**Pd⁺ levels: term energies and one spin-orbit constant against Landé intervals**

The table holds measured (NIST) levels of 4d⁹ ²D and 4d⁸5s ⁴F and ²F, with the errors of CASSCF, MS-CASPT2 and SS-CASPT2 in a (4d 5s) space with spin-orbit state interaction (OpenMolcas, ANO-R1, X2C). The program builds the spin-orbit matrix for two d holes and a 5s spin from the computed term energies and one constant ζ, taken from the 4d⁹ splitting or fitted, and compares it with pure Landé intervals. The matrix with fitted ζ reproduces the computed 4d⁸5s levels within 26 cm⁻¹, where Landé intervals miss by up to about 1000 cm⁻¹; as it repeats the state interaction of the runs, it divides the error into parts and doesn't validate the method. CASPT2 raises ⁴F by 9891 and ²F by 8235 cm⁻¹ and shrinks the four term gaps compared by factors of 0.72 to 0.84, and the stronger mixing with ²D accounts for most of the irregular ²F 5/2 row. The 4d⁹ value of ζ is 5 to 6 % too large in all three methods, MS less SS is a shift of the ground level, and the PT2 errors lie below the artificial spreads of the term components.

Levels of Pd⁺ from OpenMolcas 26.06: state-averaged CASSCF and CASPT2 (IPEA shift 0.25 hartree, imaginary shift 0.1 hartree) with X2C, ANO-R1, a finite nucleus, and spin-orbit coupling by state interaction with atomic mean-field integrals. Active shells stand in brackets. Computed and NIST levels are paired by configuration, term and J, and both are counted from 4d9 2D 5/2.

## Analysis program

```python
# Table: Pd+ levels (NIST, cm-1) and errors of CASSCF, MS-, SS-CASPT2 (4d 5s) + spin-orbit state interaction,
# OpenMolcas, ANO-R1, X2C. Tested: term energies plus one zeta (two d holes + 5s spin) against Lande intervals.
T = {
    'level': ['4d9 2D 5/2', '4d9 2D 3/2', '4d8.5s1 4F 9/2', '4d8.5s1 4F 7/2', '4d8.5s1 4F 5/2', '4d8.5s1 4F 3/2', '4d8.5s1 2F 7/2', '4d8.5s1 2F 5/2'],
    'measured': [0, 3539, 25084, 27097, 28929, 29948, 32281, 34425],  # 1/cm
    'err_casscf_4d_5s': [0, 180, -9760, -9700, -9730, -9630, -8190, -7630],  # 1/cm
    'err_ms_caspt2_4d_5s': [0, 200, 170, 140, 130, 120, 180, 270],  # 1/cm
    'err_ss_caspt2_4d_5s': [0, 180, 120, 90, 80, 70, 130, 220],  # 1/cm
}
import numpy as np
from scipy.optimize import least_squares
from scipy.constants import physical_constants as pc
lev = T['level']; meas = np.array(T['measured'], float)
err = {k: np.array(T[c], float) for k, c in [('CAS', 'err_casscf_4d_5s'), ('MS', 'err_ms_caspt2_4d_5s'), ('SS', 'err_ss_caspt2_4d_5s')]}
# further outputs of the same runs: term energies, spin-orbit lowering, spreads (cm-1), energies (Ha)
nm = ['4F', '2F', '4P', '2D', '2P', '2G']
E = {'CAS': [16220.9, 23915.7, 30063.8, 31092.7, 37128.6, 37222.4],
     'MS': [26155.3, 32194.2, 37827.0, 37423.4, 43288.7, 44314.3],
     'SS': [26112.2, 32151.1, 37783.8, 37337.1, 43245.6, 44271.2]}
E = {k: dict(zip(nm, v)) for k, v in E.items()}
low = {'CAS': 1492.8, 'MS': 1498.5, 'SS': 1491.8}; spread = {'MS': (794, 746), 'SS': (625, 312)}
Ha = pc['hartree-inverse meter relationship'][0] / 100; ecorr = -0.43894; dMS = -5042.96933 + 5042.96913
def am(j):
    m = np.arange(j, -j - 1, -1)
    return [np.diag(m), np.diag(np.sqrt(j * (j + 1) - m[1:] * (m[1:] + 1)), 1)]
I = np.eye; K = np.kron
dot = lambda A, B: A[0] @ B[0] + 0.5 * (A[1] @ B[1].T + A[1].T @ B[1])
two = lambda o: K(K(o, I(10)) + K(I(10), o), I(2))
l = [K(o, I(2)) for o in am(2)]; s = [K(I(5), o) for o in am(0.5)]
L = [two(o) for o in l]; S = [two(o) + K(I(100), q) for o, q in zip(s, am(0.5))]
J = [a + b for a, b in zip(L, S)]; LS = two(dot(l, s)); J2 = dot(J, J)
P = K(I(100).reshape(10, 10, 10, 10).transpose(1, 0, 2, 3).reshape(100, 100), I(2))
w, V = np.linalg.eigh(dot(L, L) + 100 * dot(S, S) + 1000 * P)
code = {387: '4F', 87: '2F', 377: '4P', 81: '2D', 77: '2P', 95: '2G'}
lab = np.array([code.get(int(round(x + 1000)), '') for x in w])
rows = [(x.split()[1], int(x.split()[2][0]) / 2) for x in lev[2:]]
def model(Et, z, keep=nm, mix=True):
    i = np.isin(lab, keep); U = V[:, i]; lb = lab[i]
    H = np.diag([Et[t] for t in lb]) - z * (U.T @ LS @ U) * (1 if mix else lb[:, None] == lb[None, :])
    jw, W = np.linalg.eigh(U.T @ J2 @ U); out = []
    for t, j in rows:
        B = W[:, abs(jw - j * (j + 1)) < 1e-6]
        out.append(np.linalg.eigvalsh(B.T @ H @ B)[int(2 * j + 1) * (t == '2F')])
    return np.array(out)
f = lambda a: ' '.join('%6.0f' % x for x in a)
zm = meas[1] / 2.5; zf = {}
print('all in cm-1; errors rounded to 10 (floor 5, differences 10); rows:', ', '.join(t + ' %d/2' % (2 * j) for t, j in rows))
print('measured: zeta(d9) %.0f, 4F intervals %s, 4F width %.0f, 2F splitting %.0f' % (zm, f(np.diff(meas[2:6])), meas[5] - meas[2], meas[7] - meas[6]))
for k in err:
    c = meas + err[k]; z = c[1] / 2.5; t = E[k]
    zf[k] = least_squares(lambda p: model(t, p[0]) + low[k] - c[2:], [z]).x[0]
    print('%s: zeta(d9) %.0f (%+.1f%%, %+.0f vs measured), lowering %.0f; 4F width %.0f, 2F splitting %.0f' % (k, z, 100 * (z / zm - 1), z - zm, low[k], c[5] - c[2], c[7] - c[6]))
    print('  gaps 2F-4F %.0f, 2P-4P %.0f, 4P-4F %.0f, 2D-2F %.0f, 2G-2F %.0f' % (t['2F'] - t['4F'], t['2P'] - t['4P'], t['4P'] - t['4F'], t['2D'] - t['2F'], t['2G'] - t['2F']))
    for n, m in [('Lande, zeta d9', model(t, z, mix=False)), ('mixed, zeta d9', model(t, z)), ('mixed, fit %.0f' % zf[k], model(t, zf[k]))]:
        r = m + low[k] - c[2:]; print('  model-calc %-15s %s | worst %s' % (n, f(r), lev[2 + np.argmax(abs(r))]))
    sp = [np.diff(model(t, zf[k], kp, mx)[4:])[0] for kp, mx in [(nm, False), (nm[:2], True), (['4F', '2F', '2D'], True), (nm, True)]]
    print('  model 2F splitting: Lande %.0f, +4F %.0f, +4F+2D %.0f, all terms %.0f' % tuple(sp))
    print('  error counted from the d9 centre of gravity:', f(err[k][2:] - 0.4 * err[k][1]))
    assert abs(z / low[k] - 1) < 0.01 and z > zm
a, b = E['CAS'], E['SS']; sh = np.array([b[t] - a[t] for t, j in rows]); d = (err['SS'] - err['CAS'])[2:]
print('SS-CAS term shifts:', ', '.join('%s %.0f' % (t, b[t] - a[t]) for t in nm))
print('4F shift %.3f Ha = %.0f%% of ground PT2 correlation energy' % (sh[0] / Ha, 100 * sh[0] / Ha / -ecorr))
print('gap ratio SS/CAS:', ', '.join('%s-%s %.3f' % (x, y, (b[x] - b[y]) / (a[x] - a[y])) for x, y in [('2F', '4F'), ('2P', '4P'), ('4P', '4F'), ('2D', '2F')]))
print('SS-CAS level shift, table      ', f(d))
print(' less term shift, table        ', f(d - sh))
print(' same, model at one zeta %.0f  ' % zf['SS'], f(model(b, zf['SS']) - model(a, zf['SS']) - sh))
print('MS-SS table', f((err['MS'] - err['SS'])[1:]), '| 4F term %.0f, ground term %.0f, extra lowering %.0f' % (E['MS']['4F'] - b['4F'], dMS * Ha, low['MS'] - low['SS']))
for k in spread: print('%s max |error| 4F %.0f, 2F %.0f; component spreads %d, %d' % (k, max(abs(err[k][2:6])), max(abs(err[k][6:])), *spread[k]))
for k in ['SS', 'CAS']:
    g = lambda p: model({**E[k], '4F': p[0], '2F': p[1], **{t: E[k][t] - E[k]['4F'] + p[0] for t in nm[2:]}}, p[2]) + zm - meas[2:]
    p = least_squares(g, [b['4F'], b['2F'], zm], x_scale=1000).x
    print('fit to measured, upper gaps from %s: 4F %.0f, 2F-4F %.0f, zeta %.0f; residuals %s' % (k, p[0], p[1] - p[0], p[2], f(g(p))))
assert max(err['CAS'][2:6]) < min(err['CAS'][6:]) and max(err['CAS'][6:]) < -7000
assert np.all(abs((err['MS'] - err['SS'])[2:] - 50) <= 10) and max(abs(err['MS'])) < 300
assert meas[7] - meas[6] < 7 * zm / 3
```

Printed output:

```
all in cm-1; errors rounded to 10 (floor 5, differences 10); rows: 4F 9/2, 4F 7/2, 4F 5/2, 4F 3/2, 2F 7/2, 2F 5/2
measured: zeta(d9) 1416, 4F intervals   2013   1832   1019, 4F width 4864, 2F splitting 2144
CAS: zeta(d9) 1488 (+5.1%, +72 vs measured), lowering 1493; 4F width 4994, 2F splitting 2704
  gaps 2F-4F 7695, 2P-4P 7065, 4P-4F 13843, 2D-2F 7177, 2G-2F 13307
  model-calc Lande, zeta d9     158    317    250    371   -170    597 | worst 4d8.5s1 2F 5/2
  model-calc mixed, zeta d9      63     14    -34    -70      2     -2 | worst 4d8.5s1 4F 3/2
  model-calc mixed, fit 1528     -2     -4     -2    -17    -26      4 | worst 4d8.5s1 2F 7/2
  model 2F splitting: Lande 3565, +4F 3453, +4F+2D 2794, all terms 2734
  error counted from the d9 centre of gravity:  -9832  -9772  -9802  -9702  -8262  -7702
MS: zeta(d9) 1496 (+5.7%, +80 vs measured), lowering 1498; 4F width 4814, 2F splitting 2234
  gaps 2F-4F 6039, 2P-4P 5462, 4P-4F 11672, 2D-2F 5229, 2G-2F 12120
  model-calc Lande, zeta d9     156    417    340    577   -264    992 | worst 4d8.5s1 2F 5/2
  model-calc mixed, zeta d9      47     13    -23    -52     -3      8 | worst 4d8.5s1 4F 3/2
  model-calc mixed, fit 1526     -2     -6     -2    -21    -21     -6 | worst 4d8.5s1 2F 7/2
  model 2F splitting: Lande 3561, +4F 3401, +4F+2D 2447, all terms 2249
  error counted from the d9 centre of gravity:     90     60     50     40    100    190
SS: zeta(d9) 1488 (+5.1%, +72 vs measured), lowering 1492; 4F width 4814, 2F splitting 2234
  gaps 2F-4F 6039, 2P-4P 5462, 4P-4F 11672, 2D-2F 5186, 2G-2F 12120
  model-calc Lande, zeta d9     169    417    331    561   -256    981 | worst 4d8.5s1 2F 5/2
  model-calc mixed, zeta d9      61     18    -30    -63      1      2 | worst 4d8.5s1 4F 3/2
  model-calc mixed, fit 1526     -2     -5     -3    -24    -20    -17 | worst 4d8.5s1 4F 3/2
  model 2F splitting: Lande 3560, +4F 3401, +4F+2D 2439, all terms 2238
  error counted from the d9 centre of gravity:     48     18      8     -2     58    148
SS-CAS term shifts: 4F 9891, 2F 8235, 4P 7720, 2D 6244, 2P 6117, 2G 7049
4F shift 0.045 Ha = 10% of ground PT2 correlation energy
gap ratio SS/CAS: 2F-4F 0.785, 2P-4P 0.773, 4P-4F 0.843, 2D-2F 0.723
SS-CAS level shift, table         9880   9790   9810   9700   8320   7850
 less term shift, table            -11   -101    -81   -191     85   -385
 same, model at one zeta 1526      -14   -103    -80   -195     90   -404
MS-SS table     20     50     50     50     50     50     50 | 4F term 43, ground term -44, extra lowering 7
MS max |error| 4F 170, 2F 270; component spreads 794, 746
SS max |error| 4F 120, 2F 220; component spreads 625, 312
fit to measured, upper gaps from SS: 4F 26107, 2F-4F 5972, zeta 1549; residuals     -2    -16     11    -12    -46     65
fit to measured, upper gaps from CAS: 4F 26044, 2F-4F 5678, zeta 1423; residuals    155    -16   -102    -43   -296    302
```
